**Identifying valence configurations of phosphorus from excitation energies and pseudopotential errors**

The table holds all-electron excitation energies and all-electron-minus-pseudo errors for seven spin-unpolarised configurations of P, relative to the 3s² 3p² reference of a Troullier-Martins potential (ld1.x, scalar-relativistic PBE, no core correction). The program assigns six rows to their configurations by ordering and convexity rules, and by a Janak expansion whose single curvature U is fixed by the seventh row. Both routes single out the true assignment among 720, although the constant U falls short for the cations by up to 9.5 eV. The errors are all positive and grow faster towards cations than with added p charge. None of the low-order polynomials in the p occupation tried on the five rows with a full 3s shell fits their errors to the rounding of the table, and the change of charge alone does not order them.

Calculated values. Valence configurations of P in ld1.x 7.5 (PBE, scalar-relativistic), with energies relative to 3s2 3p2 (charge +1) and errors as all-electron minus pseudo. The separable Troullier-Martins pseudopotential has a [Ne] core, radii of 1.5 (s) and 1.82 bohr (p), the all-electron potential smoothed inside 1.24 bohr as local part, and no core correction.

## Analysis program

```python
# Table: ld1.x 7.5, P, PBE scalar-relativistic, Troullier-Martins potential, reference 3s2 3p2;
# all-electron excitation energies (eV) and AE-minus-pseudo errors (meV), spin-unpolarised.
# Tested: assignment of rows 0-5 by a Janak expansion and by ordering rules; growth of the error.
T = {
    'test_configuration': ['3s2 3p3', '3s2 3p1', '3s2 3p0', '3s2 3p2.5', '3s1 3p4', '3s1 3p0', '3s2 3p3.3'],
    'test_spin_polarised': ['no', 'no', 'no', 'no', 'no', 'no', 'no'],
    'excitation_energy_all_electron': [-9.7296, 19.147, 48.886, -5.9547, -1.1955, 100.89, -11.036],  # eV
    'excitation_error': [3.469, 7.524, 53.5, 1.32, 0.8708, 220.1, 4.667],  # meV
}
import re, itertools
import numpy as np
from scipy.constants import physical_constants as pc
Ry = pc['Rydberg constant times hc in eV'][0]
lab = [str(x) for x in T['test_configuration']]
E = np.array(T['excitation_energy_all_electron'], float)
er = np.array(T['excitation_error'], float)
occ = np.array([[float(v) for v in re.findall(r'3[sp]([0-9.]+)', x)] for x in lab])
ds, dp = occ[:, 0] - 2, occ[:, 1] - 2
dq = ds + dp
es, ep = -1.71157 * Ry, -1.04479 * Ry  # further outputs of the same run: lowest s, p levels
ix = lambda s, p: int(np.where((ds == s) & np.isclose(dp, p))[0][0])
p3, p1, p0, ph, sp4, s1, an = ix(0, 1), ix(0, -1), ix(0, -2), ix(0, .5), ix(-1, 2), ix(-1, -2), ix(0, 1.3)
U = 2 * (E[an] - ep * dp[an]) / dq[an]**2
M = es * ds + ep * dp + U * dq**2 / 2
print(f"eps_s {es:.3f} eV, eps_p {ep:.3f} eV, gap {ep-es:.3f} eV, U from labelled row {U:.3f} eV")
print("rounding floor: energies 0.00005-0.005 eV, errors 0.00005-0.05 meV")
print("config charge | linear, model, table, table-model eV | err meV, err/|E| %, err/dq^2 meV")
for i in range(len(E)):
    print(f"{lab[i]:10s} {1-dq[i]:+.1f} | {M[i]-U*dq[i]**2/2:7.2f} {M[i]:7.2f} {E[i]:7.2f} {E[i]-M[i]:+6.2f}"
          f" | {er[i]:7.3f} {100*er[i]/1e3/abs(E[i]):.3f} {er[i]/dq[i]**2:6.2f}")
perms = list(itertools.permutations(range(6)))
sc = sorted((np.sqrt(np.mean((E[list(p)] - M[:6])**2)), p) for p in perms)
for r, p in sc[:3]:
    print(f"assignment rms {r:.2f} eV, misplaced:", [lab[i] for i in range(6) if p[i] != i])
print(f"convexity bounds: E(3p3) <= {E[an]/dp[an]:.3f} eV, E(3p2.5) <= {E[p3]/2:.3f} eV")
rules = [("cations positive and rising", lambda v: 0 < v[p1] < v[p0] < v[s1]),
         ("promotion costs energy", lambda v: v[sp4] > v[p3]),
         ("convexity 3p3", lambda v: v[p3] <= E[an] / dp[an]),
         ("convexity 3p2.5", lambda v: v[ph] <= v[p3] / 2)]
left = perms
for name, f in rules:
    left = [p for p in left if f(E[list(p)])]
    print(f"of {len(perms)} assignments, left after '{name}': {len(left)}")
m = ds == 0
def fit(y, pw):
    A = np.array([dp[m]**k for k in pw]).T
    c = np.linalg.lstsq(A, y[m], rcond=None)[0]
    return c, y[m] - A @ c
print("p-only rows, dp =", dp[m])
c, r = fit(E, (1, 2, 3))
print(f"cubic E fit: slope {c[0]:.3f} eV (eps_p {ep:.3f}), U {2*c[1]:.3f}, c3 {c[2]:.3f} eV")
print("  residuals eV", np.round(r, 3))
print(f"  dE/dn at dp=1.3: {c[0]+2*c[1]*1.3+3*c[2]*1.3**2:.2f} eV")
C = es * ds + ep * dp + c[1] * dq**2 + c[2] * dq**3
print(f"  s rows (not fitted) table-cubic: {lab[sp4]} {E[sp4]-C[sp4]:+.2f}, {lab[s1]} {E[s1]-C[s1]:+.2f} eV")
ch = [p3, None, p1, p0, s1]
st = np.diff([0 if i is None else E[i] for i in ch])
print("removal steps charge 0->1->2->3->4, eV", np.round(st, 3), "increments", np.round(np.diff(st), 2))
print("error per step, meV", np.round(np.diff([0 if i is None else er[i] for i in ch]), 2))
print(f"neutral s->p promotion {E[sp4]-E[p3]:.3f} eV, its error {er[sp4]-er[p3]:+.2f} meV")
print(f"error at dp=+-1: even {(er[p3]+er[p1])/2:.2f}, odd {(er[p3]-er[p1])/2:+.2f} meV, ratio {er[p1]/er[p3]:.2f}")
print(f"|dq|=1 rows: largest/smallest error {er[p1]/er[sp4]:.1f}")
for a, b in ((ph, p3), (p3, an), (p1, p0), (p0, s1)):
    print(f"local exponent of error {lab[a]} -> {lab[b]}: {np.log(er[b]/er[a])/np.log(dq[b]/dq[a]):.2f}")
for pw in ((2,), (2, 3), (2, 3, 4), (1, 2, 3)):
    ce, re_ = fit(er, pw)
    print(f"error fit powers {pw}: coef meV {np.round(ce, 2)}, resid meV {np.round(re_, 2)}")
print("order by error:", [lab[i] for i in np.argsort(er)])
assert sc[0][1] == tuple(range(6)) and left == [tuple(range(6))]
assert abs(c[0] - ep) < 0.25 and c[1] > 0
assert np.all(er > 0) and er[p1] > er[p3] and np.argmin(er) == sp4
```

Running it gives:

```
eps_s -23.287 eV, eps_p -14.215 eV, gap 9.072 eV, U from labelled row 8.809 eV
rounding floor: energies 0.00005-0.005 eV, errors 0.00005-0.05 meV
config charge | linear, model, table, table-model eV | err meV, err/|E| %, err/dq^2 meV
3s2 3p3    +0.0 |  -14.22   -9.81   -9.73  +0.08 |   3.469 0.036   3.47
3s2 3p1    +2.0 |   14.22   18.62   19.15  +0.53 |   7.524 0.039   7.52
3s2 3p0    +3.0 |   28.43   46.05   48.89  +2.84 |  53.500 0.109  13.38
3s2 3p2.5  +0.5 |   -7.11   -6.01   -5.95  +0.05 |   1.320 0.022   5.28
3s1 3p4    +0.0 |   -5.14   -0.74   -1.20  -0.46 |   0.871 0.073   0.87
3s1 3p0    +4.0 |   51.72   91.36  100.89  +9.53 | 220.100 0.218  24.46
3s2 3p3.3  -0.3 |  -18.48  -11.04  -11.04  +0.00 |   4.667 0.042   2.76
assignment rms 4.07 eV, misplaced: []
assignment rms 4.62 eV, misplaced: ['3s2 3p3', '3s2 3p2.5']
assignment rms 4.99 eV, misplaced: ['3s2 3p2.5', '3s1 3p4']
convexity bounds: E(3p3) <= -8.489 eV, E(3p2.5) <= -4.865 eV
of 720 assignments, left after 'cations positive and rising': 6
of 720 assignments, left after 'promotion costs energy': 3
of 720 assignments, left after 'convexity 3p3': 2
of 720 assignments, left after 'convexity 3p2.5': 1
p-only rows, dp = [ 1.  -1.  -2.   0.5  1.3]
cubic E fit: slope -14.235 eV (eps_p -14.215), U 9.388, c3 -0.205 eV
  residuals eV [ 0.016  0.013 -0.003  0.015 -0.013]
  dE/dn at dp=1.3: -3.07 eV
  s rows (not fitted) table-cubic: 3s1 3p4 -0.54, 3s1 3p0 +1.38 eV
removal steps charge 0->1->2->3->4, eV [ 9.73  19.147 29.739 52.004] increments [ 9.42 10.59 22.26]
error per step, meV [ -3.47   7.52  45.98 166.6 ]
neutral s->p promotion 8.534 eV, its error -2.60 meV
error at dp=+-1: even 5.50, odd -2.03 meV, ratio 2.17
|dq|=1 rows: largest/smallest error 8.6
local exponent of error 3s2 3p2.5 -> 3s2 3p3: 1.39
local exponent of error 3s2 3p3 -> 3s2 3p3.3: 1.13
local exponent of error 3s2 3p1 -> 3s2 3p0: 2.83
local exponent of error 3s2 3p0 -> 3s1 3p0: 3.49
error fit powers (2,): coef meV [11.15], resid meV [ -7.68  -3.62   8.91  -1.47 -14.17]
error fit powers (2, 3): coef meV [ 6.74 -3.26], resid meV [-0.01 -2.48  0.43  0.04  0.44]
error fit powers (2, 3, 4): coef meV [ 4.36 -2.44  1.03], resid meV [ 0.52 -0.31  0.03  0.47 -0.28]
error fit powers (1, 2, 3): coef meV [ 2.15  6.15 -4.13], resid meV [-0.69 -0.61  0.13 -0.77  0.57]
order by error: ['3s1 3p4', '3s2 3p2.5', '3s2 3p3', '3s2 3p3.3', '3s2 3p1', '3s2 3p0', '3s1 3p0']
```
